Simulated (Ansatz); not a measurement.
**In3Sb: energy along a strain**

In3Sb, Pm-3m, a = 4.640 Å. The structure is a Materials Project entry; whether it is the stable form wasn't checked. Ansatz: PBEsol+D3(BJ), PAW, 420 eV, Γ-centred 10×10×10 mesh on 4 atoms, Gaussian smearing 0.15 eV; no spin polarisation. Cell vectors (Å): 4.640 0.000 0.000; 0.000 4.640 0.000; 0.000 0.000 4.640. The cell is strained by x per cent times the pattern (0 0 1 0 0 0) in the order xx yy zz yz xz xy (engineering shears), with fractional coordinates held. y is the free energy over the start, V0 = 24.978 Å³/atom.

| x (%) | y (meV/atom) |
| --- | --- |
| -4.00 | ? |
| -2.00 | 0.78 |
| 0.00 | 0.00 |
| 1.00 | 0.29 |
| 3.00 | 2.82 |
| 4.00 | 5.21 |

Question: Fit y = c1 x + c2 x² + c3 x³ to the other rows, get the stiffness along the pattern, and predict the missing energy.

Answer: Least squares on the rows shown. y = 0.03946 x + 0.2487 x² + 0.01682 x³. The clamped-ion stiffness p·C·p = 2 × 2.487 eV × 160.2 / 24.978 Å³ = 32 GPa, which is C33 in these axes (C11 of the cubic crystal); c1 is there for the stress left in the start, which by itself gives a slope of 0.03 meV/atom per %. The pressures of the same runs give B = −dP/dε = 54 GPa; in a cubic crystal a longitudinal stiffness under B means a negative shear constant, so this lattice is unstable. At x = -4.00 the fit asked for gives 2.74 meV/atom. The run gave 4.19 meV/atom, so the fit is 1.45 meV/atom too low, 28 % of the span of the series, against an rms of 0.009 meV/atom on the fitted rows. The row lies outside the fitted range. With a term in x⁴ added, a fit to the same known rows (none to spare) predicts 2.25 meV/atom, further off still.

Cost: 6 runs of about 1.9 core-minutes in all, on Intel Xeon Platinum 8488C (Sapphire Rapids) (shared hosts).

The energy rises for both signs of the strain, yet the lattice is unstable: stretching one axis also changes the volume, and the resistance to that hides a negative tetragonal shear constant. Holding the fractional coordinates doesn't cause this, since every atom sits on an inversion centre that survives homogeneous strain, leaving no internal relaxation to soften the response further. Nor does the failed extrapolation undo it, as the computed energy at -4.00 % still implies a longitudinal stiffness well below B.

The likely origin is electronic. In a close-packed sp metal, the volume term resists compression, while band filling largely decides the shear stiffness; elemental indium itself is a tetragonally distorted fcc metal. Antimony's preference for fewer, directional p bonds may add to the tendency. The abrupt stiffening under compression could reflect bands crossing the Fermi level or incomplete Brillouin-zone sampling, so the cubic coefficient shouldn't be read as a bond anharmonicity. A volume-conserving tetragonal path would be needed to find the preferred axial ratio and the energy gained.
